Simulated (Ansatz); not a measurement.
**A van 't Hoff estimate for SnH3F + C4H9 ⇌ SnH3 + C4H9F**

Species: SnH3F `[F][SnH3]`, singlet; C4H9 (2-butyl radical) `C[CH]CC`, doublet; SnH3 `[SnH3]`, doublet; C4H9F (2-fluorobutane) `CCC(C)F`, singlet. A radical takes F: the energy is the difference in strength between the Sn–F bond broken and the C–F bond made.

The electronic reaction energy at CCSD(T)/def2-TZVPP is -1.4 kJ/mol. Shapes: PBE0-D4/def2-TZVP. Flexible molecules stand in one conformer, not always the lowest. Programs: Ansatz 0.2.0. Enthalpy and entropy come from rigid-rotor, harmonic-oscillator sums on unscaled PBE0-D4/def2-TZVP wavenumbers, ideal gases at 1 bar; R ln 2 is added for the mirror twin of the chiral shape of C4H9, C4H9F. Symmetry numbers: SnH3F 3, C4H9 1, SnH3 3, C4H9F 1. R = 8.3145 J/(mol K).

| T (K) | ΔH (kJ/mol) | ΔS (J/(mol K)) |
| --- | --- | --- |
| 700 | +3.4 | -32.8 |
| 1000 | ? | ? |
| 1300 | +1.7 | -34.7 |

Task: Work out ln K at 700 and 1300 K, and from these estimate it at 1000 K.

Result: 
1. 700 K: ΔG = +3.4 − 700 × (-32.8)/1000 = +26.4 kJ/mol; ln K = −ΔG/RT = -4.54.
2. 1300 K: ΔG = +1.7 − 1300 × (-34.7)/1000 = +46.8 kJ/mol; ln K = −ΔG/RT = -4.33.
3. Slope against 1000/T: (-4.33 − (-4.54))/(0.7692 − 1.4286) = -0.32, that is −ΔH/R with ΔH near +3 kJ/mol.
4. 1000 K: ln K = -4.54 + (-0.32) × (1.0000 − 1.4286) = -4.40.

The full sums give ΔH = +2.4 kJ/mol, ΔS = -34.1 J/(mol K), ΔG = +36.5 kJ/mol and ln K = -4.39 at 1000 K, so the line is off by -0.01 in ln K; without rounding the miss is -0.02, from the change of ΔH with temperature. The reactants are favoured over this whole range. An error of 10 kJ/mol in the energy moves ln K by 1.2 at 1000 K. Soft modes are treated as harmonic, which can err either way at these temperatures; the lowest are those of C4H9 (63 cm⁻¹), C4H9F (111 cm⁻¹). Other conformers aren't counted. Open shells run unrestricted. For atoms past krypton def2 sets carry core potentials with scalar relativity. Outer-core shells of Sn are correlated, in sets that cover them unevenly.

The equilibrium lies towards SnH3F because of entropy, not bond strength. Sn–F and C–F come out almost equally strong: the strongly polar Sn–F bond, with fluorine drawing charge from electropositive tin, matches the shorter C–F bond with its better overlap. With so small a ΔH, its sign, and hence the direction in which K drifts with temperature, is not settled, whereas the preference for reactants is much more secure.

The number of molecules doesn't change, so the entropy loss must come mainly from rotation and vibration. Taking fluorine off the small stannyl group sharply reduces its moments of inertia, while the already bulky butyl group gains less in return. Stiffer skeletal motions in the fluoride probably add to the loss. The fall in ΔH on heating towards the electronic value of -1.4 kJ/mol fits a zero-point penalty for the stiffer C–F modes that fades as vibrations approach the classical limit. None of this indicates how fast fluorine transfer would be.
